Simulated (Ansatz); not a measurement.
## Ligand exchange: C3H7ClSn + C2H7NZn → C3H9NSn + C2H5ClZn

Gas-phase species: C3H7ClSn `C[CH](C)[Sn][Cl]`, singlet; C2H7NZn `C[CH2][Zn][NH2]`, singlet; C3H9NSn `C[CH](C)[Sn][NH2]`, singlet; C2H5ClZn `C[CH2][Zn][Cl]`, singlet. The partners trade Cl for NH2: Sn–Cl and Zn–NH2 bonds give way to Sn–NH2 and Zn–Cl.

Shapes, held fixed at every level: PBE0-D4/def2-TZVP. Flexible molecules stand in one conformer, not always the lowest. Programs: Ansatz 0.2.0. The zero-point and thermal change to 298 K, harmonic and unscaled (PBE0-D4/def2-TZVP), is +1.3 kJ/mol.

(1) Estimate ΔH(298 K) of this reaction.

Answers

(1) wB97M-V/def2-TZVPP gives ΔH(298 K) = -32.2 kJ/mol; the levels span -44.5 to -27.8. The median of the levels is -32.2. No measured value is set beside it here. For atoms past krypton def2 sets carry core potentials with scalar relativity. Relativity is left out for Zn.

```
                level                    kind  ΔH(298 K) (kJ/mol)
        HF/def2-TZVPP            Hartree–Fock               -44.5
     SPW92/def2-TZVPP                     LDA               -28.1
    PBE-D4/def2-TZVPP                     GGA               -27.8
 r2SCAN-D4/def2-TZVPP                meta-GGA               -32.8
   PBE0-D4/def2-TZVPP           global hybrid               -31.5
r2SCAN0-D4/def2-TZVPP           global hybrid               -34.8
   wB97M-V/def2-TZVPP  range-separated hybrid               -32.2
```

Every level makes the exchange exothermic, so the preference for amide on tin and chloride on zinc does not hinge on the choice of functional, though its size does. The likely driving force is π donation. A singlet stannylene keeps its lone pair in an orbital of largely 5s character and has a formally empty 5p orbital, into which the nitrogen lone pair can donate more effectively than chlorine's. Two-coordinate zinc has a filled 3d shell and only higher-lying 4p acceptors, so it gains less from the amide and gives it up for a polar Zn–Cl bond at modest cost. The thermal term is small, as expected when the number of molecules is conserved, and the preference is therefore essentially electronic.

Adding exact exchange to either PBE or r2SCAN makes the reaction more exothermic, and Hartree–Fock lies furthest out, probably because without correlation it misjudges the balance between the two polar bond pairs. The result need not carry over to solution or solid, where zinc amides and chlorides associate through bridging ligands.
